To set an electron-beam energy that will just strip Ta53+ to Ta54+, or to enter that threshold in a model of a hot plasma, a single number has to be picked from an atomic calculation, and the candidates differ. The highest Kohn-Sham eigenvalue says 4920 eV, the difference of LDA total energies 4986 eV, Dirac-Fock 4979 eV, and the NIST table 5024 eV with a stated uncertainty of 5 eV. For Se14+, at the light end of the same sequence, the two energy differences and the table lie within 4 eV of one another and only the eigenvalue stands apart. The choice is easier once it is clear why the four numbers separate as the nuclear charge grows.

Ions with 20 electrons, [Ar] 3d², as spherical all-electron Kohn-Sham atoms in Quantum ESPRESSO 7.5 (ld1.x): LDA-PZ, scalar-relativistic, spin-polarised with open shells at highest spin, point nucleus. Ionisation energies (IE) are differences of total energies. The Dirac-Fock column uses the Dirac-Coulomb Hamiltonian, a Fermi nucleus and an average over the configuration.

```tsv
species	Z	charge (e)	ionisation energy (eV)	−ε(highest occupied) (eV)	highest level mean radius (bohr)	NIST table (eV)	stated uncertainty (eV)	computed less table (eV)	IE, Dirac-Fock (eV)
Se14+	34	14	472.287	449.93	0.48359	473	3	-0.713	469.1
Mo22+	42	22	1016.83	985.40	0.34887	1019	4	-2.17	1013.1
Tc23+	43	23	1098.67	1066.1	0.33725	1102	4	-3.33	1094.8
In29+	49	29	1653.95	1614.7	0.28120	1659	4	-5.05	1649.6
Eu43+	63	43	3380.01	3325.5	0.20265	3398	4	-18.0	3374.5
Ta53+	73	53	4985.57	4920.4	0.16871	5024	5	-38.4	4979.0
```

Every row is an ion with 20 electrons, an argon core and two 3d electrons, which loses one of the two; Z is the nuclear charge. The ionisation energy (IE) is the LDA total energy of the 3d¹ ion less that of the 3d² ion, −ε is the binding energy of the highest occupied Kohn-Sham level, and ⟨r⟩ is the mean radius of that level. "Computed less table" is the LDA value minus the NIST value. The Dirac-Fock column comes from a B-spline radial atomic code: four-component Dirac-Coulomb Hartree-Fock with a Fermi nucleus, averaged over the configuration and without correlation. The NIST entries are themselves theoretical, so an error here means a distance from another calculation, known to 3 to 5 eV.

Neutral calcium puts its last two electrons into 4s, but these ions do not. Once the nuclear attraction dominates the repulsion among the electrons, the levels order by principal quantum number as in hydrogen, and n = 3 fills before n = 4. In the Mo22+ run the 3d level lies at −985 eV and the empty 4s level hundreds of electronvolts above it. All six rows are therefore in one state, and one explanation can cover them.

The 3d electron moves outside the ten electrons of the first two shells and among the eight 3s and 3p electrons. In Mo22+ the mean radius of 3d, 0.349 bohr, is even a little smaller than those of 3p and 3s, both near 0.39 bohr. The other 19 electrons cannot screen the nucleus fully. Writing IE = Ry (Z − s)²/9, with Ry = 13.606 eV and 9 = n², and solving for s in each row gives 16.32 for Se14+ and 15.57 for Ta53+. This accounts for the steepness of the trend. Z² grows by a factor of 4.61 from the first row to the last, but a nearly fixed screening takes a much larger share of 34 than of 73, and the effective charge goes from 17.68 to 57.43, so IE grows by 10.56.

The radius asks for a smaller screening constant. A hydrogenic 3d orbital has ⟨r⟩ = 10.5/(Z − s) bohr, and the tabulated radii give s = 12.29 for Se14+ and 10.76 for Ta53+. The reason is electrostatic. Charge that lies outside the electron raises its potential energy by a nearly constant amount but exerts no force on it, so it lowers the binding energy without enlarging the orbit. The 3s and 3p electrons count heavily in the energy and lightly in the radius.

A single screening constant is too stiff for the energies. Fitted to the relative errors of all six rows it comes out as 16.11 and leaves Ta53+ 94 eV too low. Perturbation theory in 1/Z says why. Measuring lengths in units of 1/Z makes the electron repulsion a perturbation of relative size 1/Z, so that IE = Ry Z²/9 + bZ + c + …, where b comes from the repulsion among hydrogenic orbitals and c from their distortion. One screening constant ties c to b, and nothing in the physics does so. With b and c free, a linear least-squares fit to the six rows has an rms residual of 4.1 eV, bowed upward at both ends, far above the 0.005 eV to which the energies are rounded.

The bow has the shape that relativity would give it. For a hydrogenic level averaged over its fine structure the extra binding is Ry α² Zeff⁴ [n/(l + ½) − 3/4]/n⁴, with α the fine-structure constant; for 3d the bracket is 0.45 and n⁴ = 81. With Zeff = Z − s taken from each row's IE, this is 0.4 eV for Se14+ and 43.8 eV for Ta53+. Subtracting it before refitting b and c, with no new parameter, brings the rms residual down to 1.0 eV, the worst row being Ta53+ at −1.4 eV. The evidence is suggestive and no more. A third fitted term d/Z in place of the relativistic one reaches 1.5 eV, and a free prefactor on the relativistic term comes out as 0.81 with 0.15 eV. Neither 43.8 eV nor 0.81 of it should be read as the relativistic shift of IE. The hydrogenic term is the direct effect alone. Relativistically contracted s and p shells also screen a d electron better, which works the other way, can cancel much of the direct term, and at the light end can outweigh it. The fit sees only the curvature of the net shift, and on six rows this trades against b, c and the higher terms in 1/Z, so none of the constants can be read physically.

The eigenvalue tells a different story. The ratio −ε/IE climbs from 0.953 to 0.987, which looks like an error dying away, yet the gap IE − (−ε) grows in every step, from 22.4 to 65.2 eV. In LDA the outgoing electron is part of the density whose repulsion it feels, and the local exchange term cancels that self-repulsion only in part. Janak's theorem makes this quantitative. The eigenvalue is the slope of the total energy with respect to the occupation of the level, so IE is the integral of −ε as the occupation runs from two to one. With the exact functional the energy is a straight line between whole numbers of electrons, and −ε equals IE. In LDA the energy curves, −ε drifts upward as charge is removed, and if the drift is linear IE is the mean of the two end values. The 3d¹ runs supply the second value. For Se14+ the mean of 449.93 and 494.99 eV is 472.46 eV, against an IE of 472.29 eV. The gap is thus, to a good approximation, half the drift.

The size of the drift is set by the Coulomb repulsion of the 3d charge cloud with itself, the Slater integral F⁰, which scales as the inverse size of the orbital. For Eu43+ the Dirac-Fock run gives F⁰ = 121.5 eV and the LDA drift is 111.5 eV, or 0.92 F⁰. That comparison rests on one row, but the scaling holds in all six: gap times ⟨r⟩ stays between 10.8 and 11.05 eV bohr, and a log-log fit gives gap ∝ ⟨r⟩^−1.015. The gap grows as the first power of an effective charge and IE as the second, so their ratio shrinks. It is not exactly proportional to 1/Zeff, and the product (gap/IE)·Zeff slides from 0.84 to 0.75, because the gap follows the weakly screened charge of the radius and IE the strongly screened charge of the energy, and the two converge in relative terms as Z rises. The numbers show the scaling; calling it self-interaction is standard theory, supported by the behaviour of Dirac-Fock, which has none and whose mean 3d level stays within about 2 eV of its IE, as appears below.

The midpoint rule degrades along the series. For Ta53+ the mean of 4920.4 and 5055.0 eV overshoots IE by 2.1 eV, which is 3 % of the gap, where the Se14+ overshoot of 0.17 eV is under 1 %. Part of any such residue is the curvature of ε itself, but that part should at most keep pace with the gap and does not explain a growing share. The growth points to the scalar-relativistic scheme, whose density holds large components alone, so that Janak's theorem is only approximate and holds less well as the small components gain weight with Z. The table has no non-relativistic column against which to measure it.

The comparison with NIST is where the two methods fail together. The LDA values are low by 0.7, 2.2 and 3.3 eV for Se, Mo and Tc, inside the stated uncertainties, by 5.05 eV for In29+, slightly beyond its 4 eV, and by 18.0 and 38.4 eV for Eu and Ta, which are 4.5 and 7.7 times the uncertainty. Dirac-Fock is lower still in each row, from 3.9 eV below the table for Se14+ to 45.0 eV for Ta53+. A fault of the functional cannot be the main cause, since Dirac-Fock has no functional and shows the same growth. The Breit, QED and recoil terms that both columns omit have the wrong sign: added to Dirac-Fock they lower IE, by a few hundredths of an eV for Se14+ and by 2.8 eV for Ta53+.

What the two columns share is averaging. The table refers to the step from the lowest level of 3d² to the lowest level of 3d¹. The scalar-relativistic LDA atom has no spin-orbit coupling, and the Dirac-Fock atom has it but averages its energy over all 45 states of the configuration. Two interactions spread those states. The non-spherical part of the repulsion, measured by the Slater integrals F² and F⁴, splits them into terms, and spin-orbit coupling splits the 3d orbital into 3d3/2 and 3d5/2, a distance Δ apart. With four states in 3d3/2 and six in 3d5/2, the lower orbital lies 0.6Δ below the weighted mean and the upper 0.4Δ above it. The true IE exceeds the averaged one by the depth of the lowest 3d² level below its average, less the depth 0.6Δ of the lowest 3d¹ level. Call this the offset.

Its two limits are simple. When Δ is small, Hund's rules hold and the lowest level is ³F₂. The ³F term lies (58F² − 5F⁴)/441 below the average, spin-orbit coupling lowers its J = 2 level by a further 0.8Δ, and the offset is the term energy plus 0.2Δ. When Δ is large both electrons sit in 3d3/2, at a combined depth of 1.2Δ, and the offset is 0.6Δ plus a smaller electrostatic part, (3/25)F² − (2/63)(F² + F⁴), for the pair coupled to J = 2. The Slater integrals grow as 1/⟨r⟩, while the hydrogenic splitting, Δ = Ry α² (Z − s)⁴/162, grows as the fourth power of the charge. The deficit should therefore creep upward at low Z and then run away, as it does.

The ingredients are taken from the Eu43+ Dirac-Fock run, which gives Δ = 36.2 eV, F² = 62.7 eV and F⁴ = 40.4 eV. Inverting the hydrogenic formula yields s = 9.66, smaller than the 11.19 of the radius and the 15.72 of the energy in the same row, since spin-orbit coupling weights the region near the nucleus. For the other rows Δ is scaled by (Z − 9.66)⁴ and the integrals by 1/⟨r⟩, and the 45-state matrix is diagonalised. Nothing is fitted to NIST.

Ta53+, which played no part in fixing these constants, can be worked by hand. The splitting is 36.2 × (63.34/53.34)⁴ = 72.0 eV, and 0.6 of it is 43.2 eV. The radius ratio 0.20265/0.16871 = 1.201 multiplies both integrals, so the electrostatic part is 1.201 × [0.12 × 62.7 − (2/63) × (62.7 + 40.4)] = 5.1 eV. The sum is 48.3 eV, and mixing with the other J = 2 levels in the full matrix raises it to 48.8 eV. Taking off the 2.8 eV of Breit, QED and recoil leaves 46 eV as the expected distance of the table above Dirac-Fock. The actual distance is 5024 − 4979.0 = 45.0 eV. For Se14+ the other limit applies: Δ is only 1.6 eV, the term energy is 3.3 eV, and 3.3 + 0.2 × 1.6 = 3.6 eV is close to the 3.7 eV of the full matrix and to the observed 3.9 eV. Without spin-orbit coupling the Ta53+ offset would be 9.4 eV, so the run-away is a spin-orbit effect and the small deficit of the light ions is mostly a multiplet effect.

Scaling a splitting from one row over a range of 1.6 to 72 eV needs a check that doesn't involve NIST, and the Dirac-Fock 3d5/2 levels offer one. By Koopmans' theorem the mean 3d binding energy, which is the 3d5/2 value plus 0.4Δ, exceeds IE by the relaxation energy of the ion, a second-order quantity that the 1/Z expansion makes nearly independent of Z. In Se14+ the 3d5/2 binding energy, 470.3 eV, is above the Dirac-Fock IE; in Ta53+ it is 4951.7 eV, 27 eV below. Adding 0.4 of the scaled Δ turns this swing into an implied relaxation of 1.8 to 2.0 eV in five rows and 1.55 eV for Ta53+. If the Eu43+ value of 1.93 eV held for tantalum, Δ would be larger by (1.93 − 1.55)/0.4, or about 1 eV, a change of 0.6 eV in the offset.

LDA lies above Dirac-Fock by 3.2 eV for Se14+ and 6.5 eV for Ta53+, and a simple count of spin pairs matches most of the growth. A pair of d electrons with parallel spins lies on average (F² + F⁴)/14 below a pair with opposite spins. Of the 45 states, 20 are parallel pairs, so the configuration average holds 4/9 of this lowering, while the high-spin LDA atom holds all of it if the local exchange does its job. The difference is (5/9)(1/14) = 5/126 of F² + F⁴, which is 4.09 eV for Eu43+ and scales to 1.71 eV for Se and 4.92 eV for Ta. What remains of LDA minus Dirac-Fock is 1.35 to 1.47 eV in five rows and about 1.6 eV for Ta53+. The remainder cannot be assigned to one cause. It holds the LDA correlation term, which Dirac-Fock lacks, the error of local exchange, and the differences of Hamiltonian and nuclear model, and its near constancy may be partly a cancellation among these. The smaller LDA error is in any case no sign of a better method. LDA already contains part of the offset through its spin polarisation, and it lacks the same spin-orbit part.

With the triplet lowering subtracted, the model predicts LDA deficits of 2.0 eV for Se14+, 21.0 eV for Eu43+ and 41 eV for Ta53+, against 0.7, 18.0 and 38.4 eV. It overshoots in all six rows, by 0.9 to 3.0 eV, worst for Eu43+, and always within the stated uncertainty. For Dirac-Fock the residuals have both signs and reach 1.6 eV, although the model leaves out correlation, whose net sign is not obvious here. The outgoing electron's own correlation raises IE, while excitations from 3s and 3p into empty 3d orbitals, which grow with Z, favour the 3d¹ ion with its extra hole and lower it. Two simplifications act in the direction of the overshoot. The 3d¹ ion is less screened and has a slightly larger splitting than the 3d² ion, whereas the model uses one Δ for both, and the Breit correction is an average, although in Eu43+ it raises 3d3/2 by 3.0 eV and 3d5/2 by 2.0 eV and so narrows the splitting. The test has force only for Eu and Ta. For the four lighter ions the predicted LDA deficits, 2 to 7 eV, are comparable with the uncertainty of the reference.

The one irregular spot is Tc23+. From Mo to Tc, a single unit of Z, the LDA error moves by 1.16 eV where the model expects about a third of that, and the relative error then stalls at −0.30 % for both Tc23+ and In29+ before going on to −0.76 % at Ta53+. The computed energies are smooth there, with residuals of −0.03 and 0.15 eV for Mo and Tc in the relativistic fit. The NIST entries are whole electronvolts, each rounded by up to 0.5 eV and uncertain by 4 eV, so the kink is within the grain of the reference and carries no physics.

For the threshold, then, the eigenvalue is the wrong quantity in every row, low by 1.3 to 4.7 % of IE and by more electronvolts the heavier the ion; the energy difference repairs this. The Dirac-Fock difference is an average that should be raised by the offset, less the Breit, QED and recoil terms: a few eV of multiplet energy near selenium, where it hardly exceeds the uncertainty of the table, and tens of eV, chiefly 0.6Δ, from europium onward. The LDA difference needs a smaller rise, since its spin polarisation already supplies the triplet part. An ion of this sequence between Eu and Ta should fall between their deficits along the fourth-power curve. The sign belongs to the start of the shell. In heavy ions with more than four 3d electrons the 3d3/2 orbital is full and the electron leaves from 3d5/2, 0.4Δ above the mean, so the same argument has the spin-orbit part of the offset change sign and the averaged value err on the high side.
